**Core and valence binding energies of atomic promethium by method**

The table holds ΔSCF binding energies of the free Pm atom from K to 6s, from a radial Dirac-Fock calculation with Breit and QED terms and from Dirac-Kohn-Sham LDA and PBE (spherical, unpolarised, averaged over $j$), with screened-hole values and measured edges. The program tests whether ΔSCF less $(-\varepsilon)$ equals half a hydrogenic self-Coulomb integral with Slater charges, times one fitted scale, less the Dirac-Fock relaxation energy. Over K to M5 the model holds to 5 to 7% rms of that difference plus the relaxation energy, the Dirac-scaled form is worst at 3d, and the hydrogenic orbitals fail for the O and P shells. The output also gives like-for-like errors of the functionals, most negative for the s hole in each shell from L to O, and a screening shift of about −5.5 eV from K to O1. The mean absolute error against the K to M5 edges is 1.5 eV for screened Dirac-Fock and 29 eV for both functionals, while the N edges lie 3.6 to 28.2 eV below the screened Dirac-Fock values.

Radial B-spline Dirac-Fock and Kohn-Sham solver: free Pm atom ([Xe] 4f5 6s2), Dirac equation, Fermi nucleus, spherical, no spin polarisation; Dirac-Fock averaged over the configuration, without correlation; LDA and PBE without Breit or QED terms. Energies are from the vacuum level; the screened hole has one more valence electron and models an edge from the Fermi level. Measured edges are of the element in its standard state.

## Analysis program

```python
# Table: binding energies (eV) of atomic Pm by shell, radial B-spline Dirac-Fock (Breit, QED) and
# Dirac-Kohn-Sham LDA/PBE Delta-SCF, screened-hole values, measured edges. Tested: e = DSCF-(-eps)
# against c*F0/2 - relaxation (Janak), like-for-like functional errors, rigid screening shift.
T = {
    'shell': ['K', 'L1', 'L2', 'L3', 'M1', 'M2', 'M3', 'M4', 'M5', 'N1', 'N2', 'N3', 'N4', 'N5', 'N67', 'O1', 'O2', 'O3', 'P1'],
    'df': [45187.1, 7437.5, 7017.8, 6464.3, 1657.2, 1478.0, 1364.7, 1057.0, 1033.1, 345.4, 275.7, 251.2, 135.2, 130.9, 5.1, 49.7, 28.8, 25.5, 4.6],  # eV
    'bq': [-184.13, -20.76, -20.3, -13.82, -3.84, -3.47, -2.17, -1.17, -0.66, -0.78, -0.64, -0.35, -0.09, 0.0, 0.12, -0.11, -0.06, -0.02, -0.01],  # eV
    'd_LDA': [171.7, -58.6, -2.1, -17.2, -43.2, -27.7, -28.3, -4.8, -5.8, -20.4, -13.6, -14.0, -2.0, -2.1, 3.8, -2.4, 1.3, 1.1, 1.4],  # eV
    'e_LDA': [428.5, 75.9, 96.4, 87.4, 22.0, 23.3, 21.8, 25.8, 25.2, 9.0, 8.8, 8.6, 8.2, 8.1, 6.6, 5.4, 5.0, 4.9, 2.4],  # eV
    'd_PBE': [217.2, -52.9, 0.3, -15.5, -41.5, -27.0, -27.9, -4.9, -5.9, -19.6, -13.2, -13.5, -1.9, -2.0, 3.6, -2.6, 1.1, 1.0, 1.3],  # eV
    'e_PBE': [429.8, 75.5, 96.2, 87.2, 21.8, 23.2, 21.7, 25.7, 25.1, 8.9, 8.8, 8.5, 8.2, 8.1, 6.5, 5.4, 5.0, 4.8, 2.3],  # eV
    'screened': [45181.6, 7431.9, 7012.3, 6458.7, 1651.7, 1472.5, 1359.2, 1051.4, 1027.6, 339.9, 270.2, 245.6, 129.7, 125.4, None, 44.3, 23.7, 20.5, None],  # eV
    'measured': [45184.0, 7428.0, 7013.0, 6459.0, 1650.0, 1471.4, 1357.0, 1052.0, 1027.0, 331.0, 242.0, 242.0, 120.0, 120.0, None, 38.0, 22.0, 22.0, None],  # eV
}
import numpy as np
from scipy.constants import alpha, physical_constants as pc
from scipy.special import eval_genlaguerre
from scipy.integrate import cumulative_trapezoid as ct, trapezoid as tz
Eh = pc['Hartree energy in eV'][0]; Z = 61
S = list(T['shell']); ix = {s: i for i, s in enumerate(S)}
A = {k: np.array([np.nan if v is None else v for v in T[k]], float) for k in T if k != 'shell'}
n = [1,2,2,2,3,3,3,3,3,4,4,4,4,4,4,5,5,5,6]
l = [0,0,1,1,0,1,1,2,2,0,1,1,2,2,3,0,1,1,0]
kap = [1,1,1,2,1,1,2,2,3,1,1,2,2,3,4,1,1,2,1]
# Slater's screening rules from electron counts
sig = [.3]+[2*.85+7*.35]*3+[2+8*.85+7*.35]*3+[18+9*.35]*2+[10+18*.85+7*.35]*3 \
    + [36+9*.35]*2+[46+4*.35]+[28+23*.85+7*.35]*3+[51+8*.85+.35]
Ze = Z-np.array(sig)
r = np.linspace(1e-6, 250, 100001)
def F0(n, l):
    x = 2*r/n; p = (r*x**l*np.exp(-x/2)*eval_genlaguerre(n-l-1, 2*l+1, x))**2
    p /= tz(p, r)
    return 2*tz(p*ct(p, r, initial=0)/r, r)
def rel(n, k, z):
    g = np.sqrt(k*k-(alpha*z)**2); m = n-k
    return n*n*(m*g+k*k)/(g*(m*m+2*m*g+k*k)**1.5)
f0 = np.array([F0(a, b) for a, b in zip(n, l)])
h = 0.5*f0*Ze*Eh; H = h*np.array([rel(a, k, z) for a, k, z in zip(n, kap, Ze)])
# Dirac-Fock Koopmans values K..M5, further outputs of the same run (eV)
koop = np.array([45447.8,7502.2,7086.0,6524.0,1684.4,1505.5,1390.0,1083.2,1058.5])
df, bq, e, sc, me = A['df'], A['bq'], A['e_LDA'], A['screened'], A['measured']
gap = koop-df[:9]; R = gap+bq[:9]; y = e[:9]+R
def fit(m, y):
    x = m/y; c = x.sum()/(x*x).sum(); return c, 100*(c*x-1)
for lab, m, t in [('e alone vs Dirac F0/2', H[:9], e[:9]), ('e+R vs nonrel F0/2', h[:9], y),
                  ('e+R vs Dirac F0/2', H[:9], y), ('e+(Koopmans-df) vs Dirac F0/2', H[:9], e[:9]+gap)]:
    c, d = fit(m, t); w = np.argmax(abs(d))
    print(f'{lab}: c={c:.3f} rms={np.sqrt((d*d).mean()):.1f}% worst {S[w]} {d[w]:+.1f}%')
c, d = fit(H[:9], y)
print('shell Zeff  Koop-df  R   e+R  F0/2 nonrel, Dirac (eV)  fit error %  (rounding of e+R 0.15 eV)')
for i in range(9):
    print(f'{S[i]:3s} {Ze[i]:5.2f} {gap[i]:6.1f} {R[i]:5.1f} {y[i]:6.1f} {h[i]:6.1f} {H[i]:6.1f} {d[i]:+5.1f}')
kx = (4/9)*.75*(3/np.pi)**(1/3)*2**(-2/3)*(27/64)*np.pi**(-1/3)
print(f'K: 1 - LDA exchange kernel/F0 = {1-kx/f0[0]:.3f}; table (e+R)/(F0/2) = {y[0]/H[0]:.3f}')
print(f'ratios e+R (model): L3/L1 {y[3]/y[1]:.3f} ({H[3]/H[1]:.3f}), L2/L3 {y[2]/y[3]:.3f} ({H[2]/H[3]:.3f}); F0 2p/2s {f0[2]/f0[1]:.3f}')
qL, qP, sh = A['d_LDA']+bq, A['d_PBE']+bq, sc-df
g = lambda v: '     -' if np.isnan(v) else f'{v:+6.1f}'
print('shell F0/2 e/(F0/2) | d+bq LDA,PBE | scr-df | minus measured: DF,LDA,PBE (eV, rounding 0.1-0.6)')
for i, s in enumerate(S):
    u = sc[i]-me[i]
    print(f'{s:3s} {H[i]:6.1f} {e[i]/H[i]:.2f} |{g(qL[i])}{g(qP[i])} |{g(sh[i])} |{g(u)}{g(u+qL[i])}{g(u+qP[i])}')
u = (sc-me)[:9]
print(f'mean abs error K-M5 (eV): DF free {abs(df-me)[:9].mean():.1f}, DF screened {abs(u).mean():.1f}, LDA {abs(u+qL[:9]).mean():.1f}, PBE {abs(u+qP[:9]).mean():.1f}')
core = sh[:ix['O2']]; core = core[~np.isnan(core)]
print(f'screened-df K to O1: mean {core.mean():.2f}, range {core.min():.1f} to {core.max():.1f} eV')
P = [('L2','L3',1,2),('M2','M3',1,2),('M4','M5',2,3),('N2','N3',1,2),('N4','N5',2,3),('O2','O3',1,2)]
print('splitting df/measured eV: '+', '.join(f'{a}{b[1]} {df[ix[a]]-df[ix[b]]:.1f}/{me[ix[a]]-me[ix[b]]:.1f}' for a, b, p, q in P))
print('j-weighted screened - measured eV: '+', '.join(f'{a}{b[1]} {(p*sc[ix[a]]+q*sc[ix[b]])/(p+q)-me[ix[b]]:+.1f}' for a, b, p, q in P[3:]))
print('bq/df %, -bq*n^3 eV: '+', '.join(f'{s} {100*bq[ix[s]]/df[ix[s]]:.2f} {-bq[ix[s]]*n[ix[s]]**3:.0f}' for s in ['K','L1','M1','N1','O1']))
for s in ['N67', 'P1']:
    i = ix[s]; a = df[i]+A['d_LDA'][i]; b = df[i]+A['d_PBE'][i]
    print(f"{s}: DSCF, -eps LDA {a:.1f}, {a-e[i]:.1f}; PBE {b:.1f}, {b-A['e_PBE'][i]:.1f}; DF {df[i]:.1f} eV")
IE = 5.58187  # measured ionisation energy listed with the run outputs (eV)
print(f"6s minus measured IE {IE:.2f} eV: DF {df[-1]-IE:+.1f}, LDA {a-IE:+.1f}, PBE {b-IE:+.1f}; max |e LDA-PBE| {abs(e-A['e_PBE']).max():.1f}")
assert (e > 0).all() and (R > 0).all()
assert 0.8 < c < 1.05
assert core.max()-core.min() < 0.35
assert qL[1] < qL[3] < 0 and qL[4] < qL[6] < qL[8] < 0
```

Printed output:

```
e alone vs Dirac F0/2: c=0.523 rms=15.9% worst K -29.7%
e+R vs nonrel F0/2: c=1.000 rms=5.1% worst M3 +8.3%
e+R vs Dirac F0/2: c=0.939 rms=6.6% worst M4 -12.6%
e+(Koopmans-df) vs Dirac F0/2: c=1.042 rms=6.4% worst K -13.0%
shell Zeff  Koop-df  R   e+R  F0/2 nonrel, Dirac (eV)  fit error %  (rounding of e+R 0.15 eV)
K   60.70  260.7  76.6  505.1  516.2  575.7  +7.0
L1  56.85   64.7  43.9  119.8  116.3  130.8  +2.5
L2  56.85   68.2  47.9  144.3  140.5  158.0  +2.8
L3  56.85   59.7  45.9  133.3  140.5  143.6  +1.1
M1  49.75   27.2  23.4   45.4   44.9   48.2  -0.2
M2  49.75   27.5  24.0   47.3   48.6   52.2  +3.5
M3  49.75   25.3  23.1   44.9   48.6   49.7  +3.9
M4  39.85   26.2  25.0   50.8   46.7   47.3 -12.6
M5  39.85   25.4  24.7   49.9   46.7   46.9 -11.9
K: 1 - LDA exchange kernel/F0 = 0.905; table (e+R)/(F0/2) = 0.877
ratios e+R (model): L3/L1 1.112 (1.098), L2/L3 1.083 (1.100); F0 2p/2s 1.208
shell F0/2 e/(F0/2) | d+bq LDA,PBE | scr-df | minus measured: DF,LDA,PBE (eV, rounding 0.1-0.6)
K    575.7 0.74 | -12.4 +33.1 |  -5.5 |  -2.4 -14.8 +30.7
L1   130.8 0.58 | -79.4 -73.7 |  -5.6 |  +3.9 -75.5 -69.8
L2   158.0 0.61 | -22.4 -20.0 |  -5.5 |  -0.7 -23.1 -20.7
L3   143.6 0.61 | -31.0 -29.3 |  -5.6 |  -0.3 -31.3 -29.6
M1    48.2 0.46 | -47.0 -45.3 |  -5.5 |  +1.7 -45.3 -43.6
M2    52.2 0.45 | -31.2 -30.5 |  -5.5 |  +1.1 -30.1 -29.4
M3    49.7 0.44 | -30.5 -30.1 |  -5.5 |  +2.2 -28.3 -27.9
M4    47.3 0.55 |  -6.0  -6.1 |  -5.6 |  -0.6  -6.6  -6.7
M5    46.9 0.54 |  -6.5  -6.6 |  -5.5 |  +0.6  -5.9  -6.0
N1    17.3 0.52 | -21.2 -20.4 |  -5.5 |  +8.9 -12.3 -11.5
N2    18.1 0.49 | -14.2 -13.8 |  -5.5 | +28.2 +14.0 +14.4
N3    17.8 0.48 | -14.3 -13.8 |  -5.6 |  +3.6 -10.8 -10.3
N4    12.7 0.64 |  -2.1  -2.0 |  -5.5 |  +9.7  +7.6  +7.7
N5    12.7 0.64 |  -2.1  -2.0 |  -5.5 |  +5.4  +3.3  +3.4
N67    9.3 0.71 |  +3.9  +3.7 |     - |     -     -     -
O1     3.6 1.51 |  -2.5  -2.7 |  -5.4 |  +6.3  +3.8  +3.6
O2     3.7 1.36 |  +1.2  +1.0 |  -5.1 |  +1.7  +2.9  +2.7
O3     3.7 1.34 |  +1.1  +1.0 |  -5.0 |  -1.5  -0.4  -0.5
P1     0.6 3.74 |  +1.4  +1.3 |     - |     -     -     -
mean abs error K-M5 (eV): DF free 6.1, DF screened 1.5, LDA 29.0, PBE 29.4
screened-df K to O1: mean -5.52, range -5.6 to -5.4 eV
splitting df/measured eV: L23 553.5/554.0, M23 113.3/114.4, M45 23.9/25.0, N23 24.5/0.0, N45 4.3/0.0, O23 3.3/0.0
j-weighted screened - measured eV: N23 +11.8, N45 +7.1, O23 -0.4
bq/df %, -bq*n^3 eV: K -0.41 184, L1 -0.28 166, M1 -0.23 104, N1 -0.23 50, O1 -0.22 14
N67: DSCF, -eps LDA 8.9, 2.3; PBE 8.7, 2.2; DF 5.1 eV
P1: DSCF, -eps LDA 6.0, 3.6; PBE 5.9, 3.6; DF 4.6 eV
6s minus measured IE 5.58 eV: DF -1.0, LDA +0.4, PBE +0.3; max |e LDA-PBE| 1.3
```
